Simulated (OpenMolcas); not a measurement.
# A ladder of methods for PH2 (SMILES [PH2])

The species is PH2 (3 atoms), meant as a doublet with charge 0. SMILES: `[PH2]`. The coordinates come from a GFN2-xTB relaxation.

```xyz
3

P     0.5145   -0.3028    0.2527
H     0.1115    1.0274    0.1724
H    -0.6260   -0.7246   -0.4251
```

Quantity: the energy change with the P1–H2 bond stretched from 1.392 to 2.436 Å, in eV. The values are calculated.

| level | kind | program | value (eV) | less FCI/pcseg-0 | CPU time (all runs) |
| --- | --- | --- | --- | --- | --- |
| UHF/pcseg-0 | Hartree–Fock | OpenMolcas | 1.64 | -0.16 | 3.8 s |
| USVWN5/pcseg-0 | LDA | OpenMolcas | 2.21 | +0.41 | 7.2 s |
| UPBE/pcseg-0 | GGA | OpenMolcas | 2.17 | +0.37 | 8.4 s |
| UM06-2X/pcseg-0 | hybrid meta-GGA | OpenMolcas | 2.35 | +0.55 | 14 s |
| UPBE0/pcseg-0 | global hybrid | OpenMolcas | 2.29 | +0.49 | 9 s |
| MC-PDFT[tPBE](7,6)/pcseg-0 | multireference | OpenMolcas | 2.13 | +0.33 | 3.7 s |
| ROCCSD(T)/pcseg-0 | coupled cluster or CI | OpenMolcas | 1.79 | -0.01 | 5.4 s |
| FCI/pcseg-0 | exact in the basis | OpenMolcas | 1.80 | 0.00 | 8.4 s |

FCI/pcseg-0 is exact within its basis and frozen core, so for wave-function methods in that basis the difference is their error; functionals converge differently with the basis, so for them it is only a difference. The first shape isn't each level's own minimum. The values span 1.64 to 2.35 eV. Spin contamination of the reference (⟨S²⟩ at least 0.1 too high) touches UHF/pcseg-0, UPBE/pcseg-0, UM06-2X/pcseg-0, UPBE0/pcseg-0. All rows use very small basis sets, so even the best lies far from the true value. CPU times are rough (shared hosts, several kinds of processor): they show what a rung costs within a factor of a few.

Stretching the P–H bond costs 1.80 eV at the FCI level, and ROCCSD(T) comes within 0.01 eV of that, so a single reference with perturbative triples still copes at this bond length. UHF lies lower because it lacks most of the dynamical correlation of the bonding pair, which is strongest when the two electrons share a compact bond and fades as they separate towards PH and H. Its broken spin symmetry eases the stretched shape, where the bonding electrons begin to localise alongside the unpaired electron on phosphorus.

Every density-based energy lies above FCI, including MC-PDFT at 2.13 eV. As that method starts from a multiconfigurational wave function, poor treatment of static correlation can't be the whole reason; probably the functionals supply short-range correlation that so few basis functions can't describe explicitly. The agreement between ROCCSD(T) and FCI doesn't carry over to full dissociation, where near-degeneracy is stronger, and the stretch energy isn't a bond dissociation energy.
